**Q:** The deeper filled levels of this molecule are a few tenths of an eV apart, and the levels around the frontier about 1 eV. The widest opening, over 2 eV, lies between two *empty* levels. Why isn't it between HOMO and LUMO?

Kohn–Sham orbitals of neutral, closed-shell singlet C14H12B2 (SMILES CB1C=c2cccc3c2=C2C(=CB3C)C=C12), calculated with PySCF 2.14.0 at the KT2/6-31G(d) level with density fitting, in the gas phase at a GFN2-xTB geometry. The largest atom weight is the largest share of the orbital on any single atom, from Löwdin populations.

```tsv
row	orbital energy (eV)	orbital label	orbital largest atom weight
1	-6.950	HOMO-4	0.120
2	-6.760	HOMO-3	0.230
3	-6.550	HOMO-2	0.160
4	-6.110	HOMO-1	0.340
5	-4.680	HOMO	0.290
6	-3.650	LUMO	0.360
7	-2.830	LUMO+1	0.220
8	-0.570	LUMO+2	0.190
9	-0.390	LUMO+3	0.260
```

**A:** Because two nearly nonbonding π levels stand empty just above the HOMO, and boron has pushed the HOMO up towards them. Fourteen atoms carry the π system: twelve carbons and two borons, arranged as a benzene ring, two boron-containing six-rings and a four-membered carbon ring. Suppose first that all fourteen are carbon. Simple Hückel theory then gives six bonding levels, six antibonding levels and two exactly nonbonding ones in the middle.

Fourteen π electrons would fill the bonding levels and leave two for the nonbonding pair. Each boron brings an empty p orbital where carbon brings one electron, so only twelve remain. The nonbonding pair is left empty and becomes LUMO and LUMO+1. The 2.26 eV above LUMO+1 is the step from nonbonding to antibonding levels. In the all-carbon frame the step below the pair, from bonding to nonbonding, is equally wide. Here that lower step is the one between HOMO and LUMO, and boron narrows it by raising the HOMO, as worked out below.

**Q:** How do I see that there are two nonbonding levels without diagonalising a large matrix?

**A:** Use the mirror symmetry of the all-carbon frame. Orbitals that change sign across the mirror vanish on the atoms lying in it, and each half is left with a chain of five atoms. Such a chain has one nonbonding level, on its first, third and fifth atoms.

The second one is symmetric and lives on the other alternate set of atoms. In a nonbonding orbital the amplitudes on the neighbours of every atom must add up to zero. That fixes them here as 3 on the CH of the four-ring, 2 on one inner carbon and 1 on five further atoms, apart from signs. The squares add up to 18, so the CH holds 9/18, or half, of the orbital.

**Q:** Does the calculation agree? I had assumed that the LUMO was an empty p orbital on boron.

**A:** The calculated weights speak against that. The largest share of the LUMO, 0.36, sits on that CH, and the most any boron has is about 0.13. LUMO+1 does have its largest share on a boron, but only 0.22, against 1/6 in the bare skeleton. Boron makes these levels available mainly by withholding electrons, not by hosting the orbitals.

**Q:** Then why is the HOMO so far above HOMO-1? That step is wider than the HOMO–LUMO separation.

**A:** In the all-carbon frame these two levels coincide, and boron separates them. Let x be the binding of a level in units of the C–C coupling: positive for bonding, zero for nonbonding, negative for antibonding. Replacing carbon by boron changes the site's own binding by h and reduces its coupling to carbon from 1 to k. If the orbital has weight w on the boron sites, the first change contributes wh.

For the second, the Hückel equation says that the amplitudes on a site's neighbours add up to x times its own amplitude. The weakened bonds therefore contribute 2(k − 1)xw. To first order, the total shift is w[h + 2(k − 1)x].

For a bonding level both terms reduce the binding. The coincident pair splits into one combination with w = 0.41 and another with only 0.05. The first is pushed up and becomes the HOMO; the second hardly moves and becomes HOMO-1.

**Q:** Can you put numbers to it?

**A:** Rough Hückel values for boron, recalled and not fitted here, are h = −1 and k = 0.7. The HOMO starts at x = 1, so its binding becomes 1 − 0.407 × 1.6 = 0.349. A straight line fitted to the seven π levels converts this to an energy of −3.59 − 2.84 × 0.349 = −4.58 eV. The calculation gives −4.68 eV; the HOMO was one of the fitted levels, so this is a test of consistency and not a prediction.

The same steps put HOMO-1 at −6.20 eV, so the model opens a step of 1.6 eV where the calculation has 1.4 eV.

**Q:** Why doesn't boron split LUMO+2 and LUMO+3 in the same way?

**A:** For an antibonding level the two terms oppose each other. Boron's weaker hold on electrons raises the level, while its weaker coupling makes the level less antibonding and lowers it. The antibonding levels therefore stay closer to their skeleton positions than the HOMO does. Nor are these two a split pair: in the model LUMO+2 belongs to a coincident pair whose partner is not in the table, and LUMO+3 is a separate skeleton level. The model crowds all three into less than half an eV, so I matched LUMO+2 and LUMO+3 by the atoms they occupy and would not trust its order there.

**Q:** Seven π levels out of nine. What are the other two?

**A:** HOMO-2 and HOMO-4 have about a quarter of their weight on a methyl carbon and the boron attached to it, which points to B–C σ bonds. They fall among the π levels and break up the lower part of the ladder. Without them, HOMO-3 and HOMO-1 are neighbours, 0.65 eV apart. The σ and π levels lie so close together here that another functional could reorder them.

**Q:** How far should I trust the simple model?

**A:** It explains the architecture better than the details. Its typical miss over the seven levels is 0.16 eV, against 0.53 eV for the bare skeleton; a milder choice of h and k gives 0.26 eV. The full comparison is in the output below. Such a fit supports the picture but does not prove it.

The clearest failure is the step from LUMO to LUMO+1, 0.3 eV in the model and 0.8 eV in the calculation. My guess is that the four-ring CH, which loses most when the nonbonding pair is emptied, is electron-poor and holds the LUMO more tightly. Stopping at first order in the boron terms also makes this step too small. The model also places too much of the HOMO on boron: in the calculation its largest share, 0.29, is on a carbon next to boron.

**Q:** What would the hydrocarbon with the same skeleton do?

**A:** In Hückel theory its last two electrons would share the nonbonding pair, so the frontier would run through the middle of that pair. Such a molecule is prone to an open-shell state. With boron the pair is empty and the frontier moves down to the step below it.

**Q:** Is that useful in an organic transistor?

**A:** Low-lying empty levels are what one looks for in an electron-transporting channel, and here there are two. But the 1.03 eV between HOMO and LUMO is an orbital separation from a gradient functional, which normally comes out well below the energy needed to create a separate electron and hole. The geometry comes from a tight-binding method, and the calculation imposed a closed-shell singlet. With a separation this small, I would test that assumption before designing anything around it.

Output of the analysis:

```
fit of orbital_energy on 7 rows (pi_row > 0): constant -3.209 +/- 0.24, coefficient of x0 -2.526 +/- 0.27; rms 0.533, worst 5 -1.06, leave-one-out rms 0.733
  rows outside the fit (model, value, miss): 1 -3.209, -6.95, 3.74; 3 -3.209, -6.55, 3.34
fit of orbital_energy on 7 rows (pi_row > 0): constant -3.59 +/- 0.072, coefficient of x1 -2.84 +/- 0.089; rms 0.162, worst 7 -0.286, leave-one-out rms 0.211
  rows outside the fit (model, value, miss): 1 -3.59, -6.95, 3.36; 3 -3.59, -6.55, 2.96
fit of orbital_energy on 7 rows (pi_row > 0): constant -3.405 +/- 0.12, coefficient of x2 -2.768 +/- 0.14; rms 0.263, worst 5 -0.378, leave-one-out rms 0.347
  rows outside the fit (model, value, miss): 1 -3.405, -6.95, 3.55; 3 -3.405, -6.55, 3.15
Levels and models (model entries of rows 1 and 3 have no meaning):
  row  step_from_level_below_eV  skeleton_x  boron_site_weight  x_with_boron  bare_skeleton_eV  with_boron_eV
    1                       n/a           0                  0             0            -3.209          -3.59
    2                      0.19       1.164              0.037         1.101             -6.15         -6.717
    3                      0.21           0                  0             0            -3.209          -3.59
    4                      0.44           1              0.051        0.9184            -5.736         -6.198
    5                      1.43           1              0.407        0.3488            -5.736         -4.581
    6                      1.03           0              0.056        -0.056            -3.209         -3.431
    7                      0.82           0              0.167        -0.167            -3.209         -3.116
    8                      2.26          -1              0.051         -1.02           -0.6826        -0.6926
    9                      0.18      -1.164              0.037        -1.175           -0.2683        -0.2531
Model with boron, step HOMO-1 to HOMO in eV: 1.618
Model with boron, step HOMO to LUMO in eV: 1.15
Model with boron, step LUMO to LUMO+1 in eV: 0.3152
Model with boron, step LUMO+1 to LUMO+2 in eV: 2.423
Model with boron, further antibonding level not assigned in the table in eV: -0.288
```
